**Question.** Papers on modulated photocurrent (MPC) turn the amplitude and phase lag of the photocurrent into a density of gap states through

$$\frac{N(E_\omega)\,c}{\mu}=\frac{2}{\pi kT}\,\frac{eAF\,G_{ac}\sin\phi}{|I_{ac}|},\qquad E_\omega=kT\ln\frac{\nu_0}{\omega}.$$

Where do the $2/\pi$ and the $\sin\phi$ come from, what is "high frequency" high compared with, and does this hold in a semi-insulating CdTe crystal with discrete levels?

---

**Answer.** The formula follows from linearised trapping kinetics. A state delays the current only if its emission rate is near $\omega$, and the weight function expressing this has area $\pi kT/2$. Oheda (1981) introduced the phase analysis, Brüggemann and co-workers (1990) gave this form, and Longeaud and Kleider (1992) treated both carriers.

## Premises and conventions

1. $E>0$ is the depth below the conduction-band (or mobility) edge. $N(E)$ is in cm⁻³ eV⁻¹, $kT$ in eV, and $\omega=2\pi f$ is the angular frequency.
2. Carriers move only in extended states, with mobilities $\mu_n,\mu_p$ in a constant field $F$. There is no hopping between gap states.
3. Each state holds zero or one electron, with occupancy $f(E,t)$, capture coefficients $c_n,c_p$ (cm³ s⁻¹) and thermal emission rates $e_n,e_p$. Light creates free pairs and does not ionise the states.
4. Statistics are non-degenerate.
5. Generation and densities are uniform, and $G=G_{dc}+\mathrm{Re}\,(G_{ac}e^{i\omega t})$ with $G_{ac}$ real. The current lags: $I=I_{dc}+|I_{ac}|\cos(\omega t-\phi)$.

In the dark $n=N_c e^{-E_F/kT}$ and $f/(1-f)=e^{(E-E_F)/kT}$, with $E_F$ also a depth. Detailed balance, $c_n n(1-f)=e_n f$, gives

$$e_n(E)=\nu_0e^{-E/kT},\qquad \nu_0=c_nN_c ,$$

with any degeneracy ratio absorbed in $\nu_0$. The same argument for holes gives $e_ne_p=c_nc_pn_i^2$.

## Step 1: linearised rate equations

$$\dot f=c_nn(1-f)-e_nf-c_ppf+e_p(1-f),$$
$$\dot n=G-\int N\,[c_nn(1-f)-e_nf]\,dE,\qquad \dot p=G-\int N\,[c_ppf-e_p(1-f)]\,dE .$$

Write $n=n_0+\mathrm{Re}(n_1e^{i\omega t})$ and likewise for $p,f$, with $n_0,p_0$ including the dark densities. Define

$$a=c_nn_0,\qquad b=c_pp_0,\qquad s=a+b+e_n+e_p .$$

The steady state gives $f_0=(a+e_p)/s$ and $1-f_0=(e_n+b)/s$. The first-order terms give

$$(i\omega+s)f_1=c_n(1-f_0)\,n_1-c_pf_0\,p_1,$$
$$i\omega n_1=G_{ac}-\int N\,[c_n(1-f_0)n_1-(a+e_n)f_1]\,dE .$$

The discarded product $c_nn_1f_1$ is smaller than $c_nn_1$ by $|f_1|$, whose electron-driven part is at most $c_n|n_1|/\omega$. Combining the three equations gives $n_1+\int Nf_1dE-p_1=0$, so the uniform solution carries no space charge and a constant $F$ is self-consistent.

Eliminate $f_1$ and use $1-(a+e_n)/(i\omega+s)=(i\omega+b+e_p)/(i\omega+s)$:

$$Y_n\,n_1+X\,p_1=G_{ac},$$
$$Y_n=i\omega+\int c_nN(1-f_0)\frac{i\omega+b+e_p}{i\omega+s}\,dE,\qquad X=\int c_pN f_0\,\frac{a+e_n}{i\omega+s}\,dE .$$

## Step 2: decoupling the carriers

The integrand of $X$ contains $(a+e_p)(a+e_n)/s$. Each bracket is at most $s$, so this is at most $a+\min(e_n,e_p)$, and $\min(e_n,e_p)\le\sqrt{e_ne_p}$. With $|i\omega+s|\ge\omega$,

$$|X|\le\varepsilon\int c_pN\,dE,\qquad \varepsilon=\frac{c_nn_0+\sqrt{c_nc_p}\,n_i}{\omega}.$$

States with $s\gg\omega$ are suppressed by a further $\omega/s$. The hole equation has the mirror form, so $|p_1|\approx G_{ac}/|Y_p|$. When $|Y_p|$ is comparable to $\int c_pN\,dE$ over the remaining slow states, $|Xp_1|$ is of order $\varepsilon G_{ac}$. This defines high frequency: $\omega\gg c_nn_0$ and $\omega\gg c_pp_0$. An empty state then rarely captures a carrier within one cycle, so an electron trapped in a cycle does not meet a hole in that cycle. With $p_1\approx G_{ac}/Y_p$, to first order in $\varepsilon$,

$$n_1=G_{ac}/Y,\qquad Y\simeq Y_n\,(1+X/Y_p).$$

To zeroth order $Y=Y_n$. $Y_n$ itself contains terms of first order in $\varepsilon$, which must be kept or dropped together with $X/Y_p$.

## Step 3: the origin of $\sin\phi$

Let electrons carry the modulated current, $I_{ac}=eAF\mu_nn_1$, with $A$ the cross-section normal to the current. With $Y=Y'+iY''$, the lag is $\phi=\arg Y$ and $|I_{ac}|=eAF\mu_nG_{ac}/|Y|$. Since $Y''=|Y|\sin\phi$ and $Y'=|Y|\cos\phi$,

$$\frac{Y''}{\mu_n}=\frac{eAFG_{ac}\sin\phi}{|I_{ac}|},\qquad \frac{Y'}{\mu_n}=\frac{eAFG_{ac}\cos\phi}{|I_{ac}|}.$$

The combination $\sin\phi/|I_{ac}|$ is the imaginary part of the inverse response, in which the states contribute additively to zeroth order in $\varepsilon$.

## Step 4: the kernels

Multiplying by $s-i\omega$ above and below,

$$\frac{i\omega+b+e_p}{i\omega+s}=\frac{\omega^2+(b+e_p)s}{s^2+\omega^2}+i\,\frac{\omega(a+e_n)}{s^2+\omega^2}.$$

**States with $e_n\gg a,b,e_p$.** Here $f_0\to0$ and $s\to e_n$. Define $E_\omega$ by $e_n(E_\omega)=\omega$, so $E_\omega=kT\ln(\nu_0/\omega)$, and set $x=(E-E_\omega)/kT$, so $e_n=\omega e^{-x}$. Then

$$\text{Im: }\ \frac{\omega e_n}{\omega^2+e_n^2}=\frac{1}{2\cosh x},\qquad \text{Re: }\ \frac{\omega^2}{\omega^2+e_n^2}=\frac1{1+e^{-2x}} .$$

Shallow states ($x\ll0$) return the electron at once. Deep states ($x\gg0$) keep it for the whole cycle and act as an in-phase loss. Only states near $E_\omega$ return it late.

**Deep states with $e_n\ll a$ and $s\ll\omega$.** The factor tends to $1+ia/\omega$. Their total capture rate $R=\int c_nN(1-f_0)dE$ enters $Y_n$ as $R(1+ia/\omega)$, so recombination centres sit in $Y'$. The same states give $X\approx-iR_pa/\omega$ with $R_p=\int c_pNf_0\,dE$, and the first-order part of $Y''$ is $\Delta=Ra/\omega+\mathrm{Im}(Y_nX/Y_p)$, at most of order $\varepsilon|Y_n|$. If these centres alone capture holes and $R_p\gg\omega$, then $Y_p\approx R_p$ and $X/Y_p\approx-ia/\omega$. The term $Ra/\omega$ then cancels and $\Delta=-(a/\omega)(Y'-R)$: the centres capture electrons and holes at modulated rates that differ only by what is stored elsewhere. Hole traps that take a share of the holes make the cancellation partial.

**States with $e_p\gtrsim\omega$** are full, $1-f_0\approx b/s$, and drop out.

Writing $c$ for $c_n$,

$$Y''\simeq\omega+\Delta+\int\frac{c\,N(E)}{2\cosh[(E-E_\omega)/kT]}\,dE .$$

## Step 5: the factor $2/\pi$

With $u=e^x$,

$$\int_{-\infty}^{\infty}\frac{dx}{2\cosh x}=\int_0^\infty\frac{du}{1+u^2}=\frac{\pi}{2}.$$

If $cN$ varies slowly over the peak and the first two terms are negligible, $Y''=\tfrac{\pi}{2}kT\,cN(E_\omega)$. Equating this with Step 3,

$$\boxed{\frac{N(E_\omega)\,c}{\mu_n}=\frac{2}{\pi kT}\,\frac{eAF\,G_{ac}\sin\phi}{|I_{ac}|}}$$

in V cm⁻² eV⁻¹ for $A$ in cm², $F$ in V/cm, $G_{ac}$ in cm⁻³ s⁻¹ and $I_{ac}$ in A. Both $G_{ac}$ and $I_{ac}$ must be amplitudes, or both rms.

The infinite limits can be checked. For flat $N$ and states exchanging only electrons, the weight $(1-f_0)\times$Im is $\omega e_n/[(e_n+a)^2+\omega^2]$. With $|dE|=kT\,de_n/e_n$ and $0<e_n<\nu_0$,

$$\int_0^{\nu_0}\frac{\omega\,de_n}{(e_n+a)^2+\omega^2}=\arctan\frac{\nu_0+a}{\omega}-\arctan\frac a\omega\approx\frac\pi2-\frac{\omega}{\nu_0}-\frac a\omega .$$

The factor $\pi/2$ thus needs $a\ll\omega\ll\nu_0$. Equivalently, $E_\omega$ lies several $kT$ below the band edge and several $kT$ shallower than $kT\ln(\nu_0/a)=kT\ln(N_c/n_0)$, the depth of the electron quasi-Fermi level.

## Step 6: resolution

What the formula returns is a convolution,

$$N_{app}(E_\omega)=\int\frac{N(E)\,dE}{\pi kT\cosh[(E-E_\omega)/kT]},$$

with a kernel of unit area.

- **Width.** Half height is at $\cosh x=2$, so the FWHM is $2\,\mathrm{arccosh}(2)\,kT=2.63\,kT$, a factor 14 in frequency.
- **Smooth $N$.** The kernel is even with $\langle x^2\rangle=\pi^2/4$, so $N_{app}=N+\tfrac{\pi^2}{8}(kT)^2N''+\dots$
- **Exponential tail** $N\propto e^{-E/E_0}$ with $\beta=kT/E_0<1$. Since $\int_0^\infty u^{-\beta}du/(1+u^2)=\pi/[2\cos(\pi\beta/2)]$, $N_{app}=N/\cos(\pi\beta/2)$. The slope is preserved and the height is too large by 1.08 at $\beta=1/4$ and 1.41 at $\beta=1/2$. For $\beta\ge1$ the integral is dominated by the band edge and the method fails: no slope steeper than $e^{-E/kT}$ can be seen.
- **Discrete level** $N_t\delta(E-E_t)$. Then $N_{app}=N_t/(\pi kT\cosh[(E_t-E_\omega)/kT])$, peaked where $\omega=e_n(E_t)$, with area $N_t$. The peak value times $\pi kT$ is $cN_t/\mu_n=1/(\mu_n\tau_t)$, where $\tau_t=1/cN_t$ is the capture time into the level.

Differentiating the real kernel with respect to $\ln\omega$ gives $1/(2\cosh^2x)$, of FWHM $1.76\,kT$, so $dY'/d\ln\omega$ resolves better at the cost of differentiating data.

In a crystal each defect $j$ has its own $c_j$ and $\nu_{0j}$. $Y''$ is a sum of peaks $c_jN_j/(2\cosh\ln[\omega/e_j(T)])$ and no common energy axis exists. Each depth comes from the shift of its peak with temperature. An Arrhenius plot of $\omega_{peak}/(c N_c)$ needs $c(T)$, and a thermally activated capture adds its barrier to the apparent depth.

## Numerical illustration: a model of semi-insulating CdTe at 300 K

Compiled measured values: gap 1.48 eV (Skelton 2020), static dielectric constant 10.2 (Rakita 2019). Typical or approximate inputs: $\mu_n=1000$ cm²/Vs, $m_e=0.10\,m_0$, $m_h=0.6\,m_0$, dark resistivity $10^9\ \Omega$ cm, taken as electron-dominated. Assumed: one electron trap with $E_t=0.45$ eV, $N_t=10^{13}$ cm⁻³, $c=4\times10^{-8}$ cm³/s and no hole capture, and midgap centres with $R=6\times10^5$ s⁻¹ and $c_n=c_p=c$, which alone capture holes, with $R_p\gg\omega$. Then $cN_t=4.0\times10^5$ s⁻¹. These rates were chosen so that $\mu_n/(cN_t+R)=1.0\times10^{-3}$ cm²/V, the order typical of detector-grade crystals. The bar is 5 mm long with $A=0.2\times0.1$ cm², lit through the 1 mm thickness by weakly absorbed near-edge light, with $F=10$ V/cm, $G_{dc}=10^{13}$ and $G_{ac}=5\times10^{12}$ cm⁻³ s⁻¹. Intermediate values are carried unrounded.

**Scales.** $kT=25.85$ meV. $N_c=2(2\pi m_ekT/h^2)^{3/2}=7.94\times10^{17}$ cm⁻³, $\nu_0=3.17\times10^{10}$ s⁻¹, and $e_t=\nu_0e^{-E_t/kT}=875$ s⁻¹, or 139 Hz. The resolution is 68 meV. A factor 10 in $\nu_0$ shifts the energy axis by 60 meV.

**Regime.** The dark density $1/(e\mu_n\rho)=6.2\times10^6$ cm⁻³ puts $E_F$ at 0.66 eV. Estimating $n_0$ as this plus $G_{dc}/R$ gives $2.3\times10^7$ cm⁻³, $a=0.92$ s⁻¹ and a quasi-Fermi depth of 0.63 eV. With $N_v$ from $m_h$, $n_i=\sqrt{N_cN_v}\,e^{-E_g/2kT}=1.1\times10^6$ cm⁻³, so $\varepsilon=1.1\times10^{-3}$ at $\omega=e_t$. The condition $b\ll\omega$ is assumed.

**Forward calculation**, with $s=e_t+a$ and the coupling $X$ included as in Step 4:

$$Y=R+\Big(i\omega+cN_t\frac{e_t}{s}\,\frac{i\omega}{i\omega+s}\Big)\Big(1-\frac{ia}{\omega}\Big).$$

The parts of $Y''$ are in $10^3$ s⁻¹. The last two columns are in $10^3$ V cm⁻² eV⁻¹: the boxed formula applied to the model's $\phi$ and $|I_{ac}|$, and the ideal peak $cN_t/(\pi kT\mu_n\cosh x)$.

| $\omega/e_t$ | $f$ (Hz) | $E_\omega$ (eV) | trap | $\Delta$ | $\omega$ | $\phi$ (°) | $\lvert I_{ac}\rvert$ (pA) | formula | ideal |
|---|---|---|---|---|---|---|---|---|---|
| 0.1 | 13.9 | 0.510 | 39.5 | $-0.041$ | 0.087 | 3.7 | 265 | 0.97 | 0.98 |
| 1 | 139 | 0.450 | 199.8 | $-0.21$ | 0.87 | 14.1 | 194 | 4.94 | 4.93 |
| 10 | 1392 | 0.390 | 39.6 | $-0.041$ | 8.7 | 2.8 | 161 | 1.19 | 0.98 |

From the rounded middle row, $eAFG_{ac}=1.60\times10^{-7}$ A V cm⁻², and 14.1° with 194 pA gives $5.0\times10^3$ V cm⁻² eV⁻¹. Multiplying the peak by $\pi kT$ returns $cN_t/\mu_n=4.0\times10^2$ V/cm², the model's input. This is an internal check of the inversion: with electrons alone carrying the current, the neglected terms add 0.2 % at the peak. The apparent height in density units, $N_t/\pi kT=1.2\times10^{14}$ cm⁻³ eV⁻¹, depends on temperature and is not a property of the level.

A decade away from the peak the neglected terms change the result by $-0.1$ % on the deep side and add 22 % on the shallow side. In the wings the trap term is $cN_t\omega/e_t$ and $cN_te_t/\omega$. On the deep side $Y''$ keeps falling in proportion to $\omega$. Hole traps would leave part of $Ra/\omega$ uncancelled, and its full size at $\omega/e_t=0.1$ is $6.3\times10^3$ s⁻¹, or 16 % of the trap term. On the shallow side the trap term equals $\omega$ at $\omega=\sqrt{cN_te_t}$, or 3.0 kHz (0.37 eV). Above that frequency the formula draws a rising wing that corresponds to no states. Empty shallow donors add $\omega cN_D/e_D=\omega(N_D/N_c)e^{E_D/kT}$. For an assumed $10^{17}$ cm⁻³ at approximately 14 meV this is a further $0.22\,\omega$, not included in the table.

**Holes.** The measured current is $eAFG_{ac}\,y$ with $y=\mu_n/Y+\mu_p/Y_p$, and the formula returns $\mathrm{Im}(1/y)$ in place of $Y''/\mu_n$. Take $|\mu_p/Y_p|=10^{-4}$ cm²/V, a typical order for holes in CdTe. At the peak, an in-phase hole current lowers the result by 14 %, and one lagging by 45°, as hole traps could cause, raises it by 8 %. This is far larger than the 0.2 % above, so absolute values deserve two figures at most. The formula does not identify the carrier: where $|\mu_p/Y_p|$ dominates, the same expression gives $Nc_p/\mu_p$ above the valence band.

**Uniformity.** At the peak $|Y_n|=8.2\times10^5$ s⁻¹. The drift length $\mu_nF/|Y_n|=0.12$ mm is 2.4 % of the bar, which estimates the contact-disturbed fraction. The diffusion length $\sqrt{\mu_n(kT/e)/|Y_n|}=56$ µm lets the two large faces disturb about 11 % of the thickness if they recombine strongly. The dielectric relaxation time $\epsilon_r\epsilon_0/(e\mu_nn_0)=0.25$ ms corresponds to 0.65 kHz, inside the tabulated range. Space charge from non-uniformity along the field therefore has its own lag in the measured range. Linearity holds, since $c|n_1|/\omega=2.8\times10^{-4}$.

All trap numbers here are the model's, not those of a particular CdTe defect.

## Range of validity

1. **Frequency:** $c_nn_0,\ c_pp_0,\ \sqrt{c_nc_p}\,n_i\ll\omega\ll\nu_0$. Because $|\Delta|\ll Y''$ is needed and $|\Delta|$ is at most of order $\varepsilon|Y_n|$, a sufficient sharper condition is $\varepsilon\ll\sin\phi$. It can be relaxed where the two parts of $\Delta$ cancel, as in the model. The experimental test is that the result does not depend on $G_{dc}$.
2. **Trapping dominates storage:** $\omega$, including the shallow-state addition, must be small against $\tfrac\pi2kT\,cN(E_\omega)$.
3. **Energy range:** only states empty in the steady state respond, so nothing deeper than the quasi-Fermi level is seen, and the dark Fermi level is the limit at any light level.
4. **Smoothness:** $(kT)^2|N''|\ll N$ for a pointwise reading. Otherwise the output is the $1/\cosh$ convolution, and sharp levels give $cN_t/\mu$ through area or peak height.
5. **One carrier** carries the modulated current, by band transport, with no optical emission from the states.
6. **Uniform, ohmic sample:** drift and diffusion lengths small against the dimensions, $|I_{ac}|\propto F$ and $\phi$ independent of $F$, and instrumental phase removed to well below $\phi$, which is only a few degrees off-peak in the model.
7. **Only $Nc/\mu$ is determined.** A density needs independent $c$ and $\mu$, and the energy axis needs $\nu_0$.